Calculated values. Levels of In5+ from radial Dirac CI 1: Dirac-Coulomb CI in the non-relativistic limit (c times 1000), with 16 configurations mixed above a closed [Ar] 3d10 core. Exchange-only KLI orbitals are optimised for each configuration, valence Slater integrals are scaled by 0.85, and a P86 correlation energy is added to each configuration. Energies are counted from the lowest level.

## Analysis program

```python
# Table: lowest levels of In5+ (cm-1), LS and jj weights; radial Dirac CI, KLI orbitals, non-relativistic limit,
# Slater integrals x0.85, P86. Tested: Racah rule C=4B for 4d8 terms against rivals; jj weights from pure recoupling.
T = {
    'level_configuration': ['4s2 4p6 4d8', '4s2 4p6 4d8', '4s2 4p6 4d8', '4s2 4p6 4d8', '4s2 4p6 4d8', '4s2 4p6 4d8', '4s2 4p6 4d8', '4s2 4p6 4d8', '4s2 4p6 4d8', '4s2 4p6 4d7 5s', '4s2 4p6 4d7 5s', '4s2 4p6 4d7 5s', '4s2 4p6 4d7 5s', '4s2 4p6 4d7 5s'],
    'level_term': ['3F', '3F', '3F', '1D', '3P', '3P', '3P', '1G', '1S', '5F', '5F', '5F', '5F', '5F'],
    'level_j': ['4', '3', '2', '2', '2', '1', '0', '4', '0', '5', '4', '3', '2', '1'],
    'level_energy': [0.0, 0.0, 0.0, 12504.1, 15032.3, 15032.3, 15032.3, 20769.9, 50462.3, 239903.1, 239903.1, 239903.1, 239903.1, 239903.1],  # cm⁻¹
    'level_term_weight': [99, 99, 99, 99, 99, 99, 99, 99, 99, 100, 100, 100, 100, 100],  # %
    'level_jj_weight': [79, 99, 67, 48, 50, 99, 60, 79, 60, 48, 74, 55, 59, 36],  # %
}
import numpy as np, itertools
import scipy.sparse as sp
from scipy.integrate import cumulative_trapezoid as ct
from scipy.constants import physical_constants as pc
Eh = pc['hartree-inverse meter relationship'][0]/100
rows = list(zip(T['level_configuration'], T['level_term'], [int(float(j)) for j in T['level_j']],
                T['level_energy'], T['level_term_weight'], T['level_jj_weight']))
E = {t: e for c, t, j, e, w, q in rows}
spread = max(abs(e-E[t]) for c, t, j, e, w, q in rows)
print(f"max spread over J in a term {spread:.1f} cm-1; rounding floor 0.05 cm-1, weights 0.5 points")
tm = ['1D', '3P', '1G', '1S']; y = np.array([E[t] for t in tm])
A = np.array([[5, 2, -6], [15, 0, -10], [12, 2, 8], [22, 7, -12]], float)  # B, C, alpha L(L+1), above 3F
def show(name, m):
    print(name); print("  "+"; ".join(f"{t} {a:.0f} ({a-b:+.0f}, {100*(a/b-1):+.1f}%)" for t, a, b in zip(tm, m, y)))
g = A[:, 0]+4*A[:, 1]; B0 = E['3P']/15; B1 = g@y/(g@g)
print("table energy / B(3P):", ", ".join(f"{t} {v/B0:.2f} (rule {k:.0f})" for t, v, k in zip(tm, y, g)))
show(f"rule C=4B, B from 3P = {B0:.1f} cm-1: model (resid cm-1, %)", g*B0)
show(f"rule C=4B, least squares B = {B1:.1f} cm-1", g*B1)
p2 = np.linalg.lstsq(A[:, :2], y, rcond=None)[0]; p3 = np.linalg.lstsq(A, y, rcond=None)[0]
show(f"free B={p2[0]:.0f}, C={p2[1]:.0f} cm-1, C/B={p2[1]/p2[0]:.2f}", A[:, :2]@p2)
show(f"B={p3[0]:.0f}, C={p3[1]:.0f}, alpha={p3[2]:.0f} cm-1 (3 constants, 4 energies)", A@p3)
R = (E['1G']-E['1D'])/E['3P']
print(f"1G-1D = {E['1G']-E['1D']:.1f} cm-1, /7 = {(E['1G']-E['1D'])/7:.0f}; (1G-1D)/3P = {R:.3f}, theory {7/15:.3f}")
r = np.linspace(1e-4, 150, 60001); u = (r**3*(1-r/12)*np.exp(-r/4))**2; u /= ct(u, r)[-1]
F2, F4 = [2*ct(u*ct(u*r**k, r, initial=0)/r**(k+1), r)[-1] for k in (2, 4)]
b, c4 = F2/49-5*F4/441, 35*F4/441; Zs = 49-36-0.35*7; Bs = 0.85*b*Zs*Eh
print(f"hydrogenic 4d: F2={F2:.4f} Z hartree, F4/F2={F4/F2:.3f}, C/B={c4/b:.2f}")
print(f"Slater Zeff {Zs:.2f}: 0.85B={Bs:.0f} cm-1 ({100*(Bs/B0-1):+.0f}% vs B(3P)); Zeff needed {Zs*B0/Bs:.1f}")
print(f"left out: 4d7 5s 5F at {E['5F']:.0f} cm-1 = {E['5F']/B0:.0f} B, {E['5F']/E['1S']:.1f} x 1S; no B,C formula")
X = {'3F': 250228.1, '5P': 255354.0, '3G': 259671.6, '1G': 264780.7, '3P': 264838.8, '3H': 264859.4}  # further output, 4d7 5s
K = (X['3F']-E['5F'])/4; B7 = (X['5P']-E['5F'])/15; C7 = (X['3G']-E['5F']-K-4*B7)/3
print(f"further output 4d7 5s: 5P-5F={15*B7:.1f}, B={B7:.0f} ({100*(B7/B0-1):+.1f}% vs d8), C={C7:.0f}, C/B={C7/B7:.2f}")
print(f"  (3H-3G)/(5P-5F)={(X['3H']-X['3G'])/(15*B7):.3f}, theory {1/3:.3f}; 3H-3P={X['3H']-X['3P']:.1f}, theory 0, 28 alpha={28*p3[2]:.0f}")
print(f"  3F-5F={4*K:.1f}, 1G-3G={X['1G']-X['3G']:.1f} cm-1, ratio {4*K/(X['1G']-X['3G']):.3f}, theory 2")
show("d8 terms from the 4d7 5s B, C (no refit)", A[:, :2]@np.array([B7, C7]))
def lad(j):
    m = np.arange(j, -j-1, -1); return np.diag(m), np.diag(np.sqrt(j*(j+1)-m[1:]*(m[1:]+1)), 1)
(lz, lp), (sz, su) = lad(2.0), lad(0.5); Z2 = np.zeros((2, 2))
P5 = (np.kron(lz, sz)+0.5*(np.kron(lp, su.T)+np.kron(lp.T, su))+1.5*np.eye(10))/2.5
def jjw(n, ns, L, S, J):  # weights of k = 0..n holes in d5/2 for a pure LS state
    def tot(a, s):
        M = sum(sp.kron(sp.kron(sp.eye(10**i), a), sp.eye(10**(n-1-i)*2**ns)) for i in range(n))
        return sp.csr_matrix(M+sp.kron(sp.eye(10**n), s) if ns else M)
    Lz, Lp = [tot(np.kron(a, np.eye(2)), Z2) for a in (lz, lp)]; Sz, Sp = [tot(np.kron(np.eye(5), a), a) for a in (sz, su)]
    v0 = np.random.default_rng(0).normal(size=[10]*n+[2**ns])
    v = sum(round(np.linalg.det(np.eye(n)[list(p)]))*v0.transpose(*p, n) for p in itertools.permutations(range(n))).ravel()
    for z, p, val in ((Lz, Lp, L), (Sz, Sp, S), (Lz+Sz, Lp+Sp, J)):
        for k in set(range(9))-{val}:
            v = p.T@(p@v)+z@(z@v)+z@v-k*(k+1)*v; v /= np.linalg.norm(v)
    N = tot(P5, Z2); out = []
    for k in range(n+1):
        w = v.copy()
        for q in set(range(n+1))-{k}: w = (N@w-q*w)/(k-q)
        out.append(100*w@w)
    return out
print("jj %: term J | weights for 0,1,2.. holes in d5/2 | largest x LS weight | table | diff"); d8, d7 = [], []
for c, t, j, e, w, q in rows:
    s = int('5s' in c); o = jjw(2+s, s, 'SPDFG'.index(t[1]), (int(t[0])-1)//2, j); m = max(o)*w/100
    (d7 if s else d8).append(m-q)
    print(f"  {t}{j} | {' '.join(f'{x:.1f}' for x in o)} | {m:.1f} | {q} | {m-q:+.1f}")
print(f"hand rule (3+ml)/5: 3F4 {100*4/5:.0f}%, 5F5 {100*4/5*3/5:.0f}%; worst diff d8 {max(map(abs, d8)):.1f}, d7 5s {max(map(abs, d7)):.1f} points")
assert spread <= 0.1 and E['3F'] < E['1D'] < E['3P'] < E['1G'] < E['1S']
assert np.max(abs(g*B0/y-1)) < 0.05 and R > 7/15
assert max(map(abs, d8)) < 1.0
```

Running it gives:

```
max spread over J in a term 0.0 cm-1; rounding floor 0.05 cm-1, weights 0.5 points
table energy / B(3P): 1D 12.48 (rule 13), 3P 15.00 (rule 15), 1G 20.73 (rule 20), 1S 50.35 (rule 50)
rule C=4B, B from 3P = 1002.2 cm-1: model (resid cm-1, %)
  1D 13028 (+524, +4.2%); 3P 15032 (+0, +0.0%); 1G 20043 (-727, -3.5%); 1S 50108 (-355, -0.7%)
rule C=4B, least squares B = 1009.9 cm-1
  1D 13128 (+624, +5.0%); 3P 15148 (+116, +0.8%); 1G 20198 (-572, -2.8%); 1S 50494 (+32, +0.1%)
free B=1019, C=4003 cm-1, C/B=3.93
  1D 13102 (+598, +4.8%); 3P 15287 (+255, +1.7%); 1G 20236 (-534, -2.6%); 1S 50444 (-18, -0.0%)
B=1035, C=4020, alpha=50 cm-1 (3 constants, 4 energies)
  1D 12917 (+413, +3.3%); 3P 15032 (+0, +0.0%); 1G 20863 (+93, +0.4%); 1S 50318 (-145, -0.3%)
1G-1D = 8265.8 cm-1, /7 = 1181; (1G-1D)/3P = 0.550, theory 0.467
hydrogenic 4d: F2=0.0216 Z hartree, F4/F2=0.685, C/B=4.30
Slater Zeff 10.55: 0.85B=537 cm-1 (-46% vs B(3P)); Zeff needed 19.7
left out: 4d7 5s 5F at 239903 cm-1 = 239 B, 4.8 x 1S; no B,C formula
further output 4d7 5s: 5P-5F=15450.9, B=1030 (+2.8% vs d8), C=4356, C/B=4.23
  (3H-3G)/(5P-5F)=0.336, theory 0.333; 3H-3P=20.6, theory 0, 28 alpha=1396
  3F-5F=10325.0, 1G-3G=5109.1 cm-1, ratio 2.021, theory 2
d8 terms from the 4d7 5s B, C (no refit)
  1D 13862 (+1358, +10.9%); 3P 15451 (+419, +2.8%); 1G 21072 (+302, +1.5%); 1S 53151 (+2689, +5.3%)
jj %: term J | weights for 0,1,2.. holes in d5/2 | largest x LS weight | table | diff
  3F4 | 0.0 20.0 80.0 | 79.2 | 79 | +0.2
  3F3 | 0.0 100.0 0.0 | 99.0 | 99 | +0.0
  3F2 | 67.2 25.6 7.2 | 66.5 | 67 | -0.5
  1D2 | 28.0 24.0 48.0 | 47.5 | 48 | -0.5
  3P2 | 4.8 50.4 44.8 | 49.9 | 50 | -0.1
  3P1 | 0.0 100.0 0.0 | 99.0 | 99 | +0.0
  3P0 | 60.0 0.0 40.0 | 59.4 | 60 | -0.6
  1G4 | 0.0 80.0 20.0 | 79.2 | 79 | +0.2
  1S0 | 40.0 0.0 60.0 | 59.4 | 60 | -0.6
  5F5 | 0.0 8.0 44.0 48.0 | 48.0 | 48 | +0.0
  5F4 | 0.0 18.0 74.0 8.0 | 74.0 | 74 | +0.0
  5F3 | 0.0 54.8 40.4 4.8 | 54.8 | 55 | -0.2
  5F2 | 13.4 58.9 21.9 5.8 | 58.9 | 59 | -0.1
  5F1 | 33.6 36.0 27.2 3.2 | 36.0 | 36 | -0.0
hand rule (3+ml)/5: 3F4 80%, 5F5 48%; worst diff d8 0.6, d7 5s 0.2 points
```
